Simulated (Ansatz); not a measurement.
# ScPt: pressure against volume ratio

Results calculated with Ansatz 0.2.0, not measured. Plane-wave density functional theory, PAW datasets, Gaussian smearing 0.05 eV: equation of state, the given cell scaled in volume with shape and atoms relaxed at each volume.

The cell before it is scaled or strained (space group Pm-3m, No. 221):
```
ScPt
1.0
      3.2618     0.0000     0.0000
      0.0000     3.2618     0.0000
      0.0000     0.0000     3.2618
Sc Pt
1 1
Direct
  0.00000 0.00000 0.00000
  0.50000 0.50000 0.50000
```

Settings of every row: paw set soft_2; functional PBEsol; spin treatment none; moment partition spheres; spin axis none; wave cutoff 420 eV; k mesh 10x10x10; symmetry use detected.

Atom hubbard u: 0 on all atoms.

Limits: no spin-orbit coupling, which can matter with elements this heavy.

| row | volume ratio | V (Å³/atom) | pressure (GPa) | energy above given cell (meV per atom) |
| --- | --- | --- | --- | --- |
| 1 | 0.96 | 16.657 | 6.589 | 13.52 |
| 2 | 0.98 | 17.004 | 3.082 | 3.15 |
| 3 | 1 | 17.351 | ? | ? |
| 4 | 1.02 | 17.698 | -2.922 | 3.34 |
| 5 | 1.04 | 18.045 | -5.493 | 12.54 |

Question: what pressure should row 3 give?

Worked fit of pressure. Take u = (V_r/V)^(2/3) − 1 with V_r = 17.351 Å³ an atom, which is twice the finite (Eulerian) strain; such expansions in the strain, on which the Birch-Murnaghan equation of state is built, carry the rest volume and the bulk modulus. The shown rows have u = 0.02759, 0.01356, -0.01311, -0.02581. Least squares give pressure = −0.0765 + 225.128 × u + 594.5 × u² GPa; a straight line predicts inner rows, each left out in turn, worse (root mean square 0.24 against 0.0092 GPa). The rows lie off it by 0.002, -0.004, 0.004, -0.002. The pressure vanishes at u = 0.0003, or V = 17.34 Å³ an atom, and there the bulk modulus with shape and atoms relaxed is B = −V dP/dV = (2/3)(1 + u) dP/du = 150 GPa. The withheld row has u = 0, so the fit gives −0.0765 + 225.128 × (0) + 594.5 × (0)² = -0.076 GPa.

The calculation gave -0.074 GPa. The fit lies 0.002 GPa (2.7 % of the value, 0.017 % of the column's range) below it; its largest miss of a shown row is 0.004 GPa.

The other values of row 3: energy above given cell 0 meV per atom.
